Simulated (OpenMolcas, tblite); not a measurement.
## AlNH3OF (SMILES [NH2][Al]([OH])[F]): the vertical ionisation energy, rung by rung

The species is AlNH3OF (7 atoms), meant as a singlet with charge 0. As SMILES, `[NH2][Al]([OH])[F]`. The coordinates come from a PBE0-D4/def2-TZVP relaxation. This is one conformer, not always the lowest.

Quantity: the vertical ionisation energy (to the doublet cation), in eV. The values are calculated.

```tsv
level	kind	program	value (eV)	less CCSD(T)/cc-pVDZ	CPU time (all runs)
IPEA1-xTB	semi-empirical	tblite	15.05	+5.10	under 2 s
HF/cc-pVDZ	Hartree–Fock	OpenMolcas	8.95	-1.00	22 s
SVWN5/cc-pVDZ	LDA	OpenMolcas	10.07	+0.12	76 s
PBE/cc-pVDZ	GGA	OpenMolcas	9.81	-0.14	1.9 min
M06-L/cc-pVDZ	meta-GGA	OpenMolcas	9.93	-0.02	2.4 min
r2SCAN/cc-pVDZ	meta-GGA	OpenMolcas	9.94	-0.01	2.2 min
B3LYP/cc-pVDZ	global hybrid	OpenMolcas	10.09	+0.14	2 min
CCSD(T)/cc-pVDZ, open shells restricted	coupled cluster or CI	OpenMolcas	9.95	0.00	1.8 min
```

Differences are taken from CCSD(T)/cc-pVDZ, open shells restricted for orientation; it has basis-set and higher-order errors of its own. The values span 8.95 to 15.05 eV. The xTB values lack the empirical shift that such differences need. Times are those of the runs behind each value, whatever else they computed, on shared processors of several kinds: orders of magnitude only.

The density functionals place the vertical ionisation energy between 9.81 and 10.09 eV, on either side of the coupled-cluster value of 9.95 eV, whereas Hartree–Fock falls a full 1.00 eV short of it. That deficit probably reflects missing electron correlation, which stabilises the neutral molecule more than the cation because ionisation breaks up an electron pair.

Aluminium is formally trivalent here and has no valence lone pair to give up, so the electron most likely leaves a ligand-centred orbital. Nitrogen is the least electronegative of the three donor atoms, which suggests a hole mainly of amide lone-pair character, with some π mixing towards aluminium and the other ligands.

The functionals do not improve steadily up the ladder: both meta-GGAs lie closer to coupled cluster than the global hybrid does. Their near-coincidence with the reference for a single molecule does not establish general accuracy for aluminium amides. The adiabatic ionisation energy also remains open, since the Al–N bond and the amide group could relax appreciably once the electron is removed.
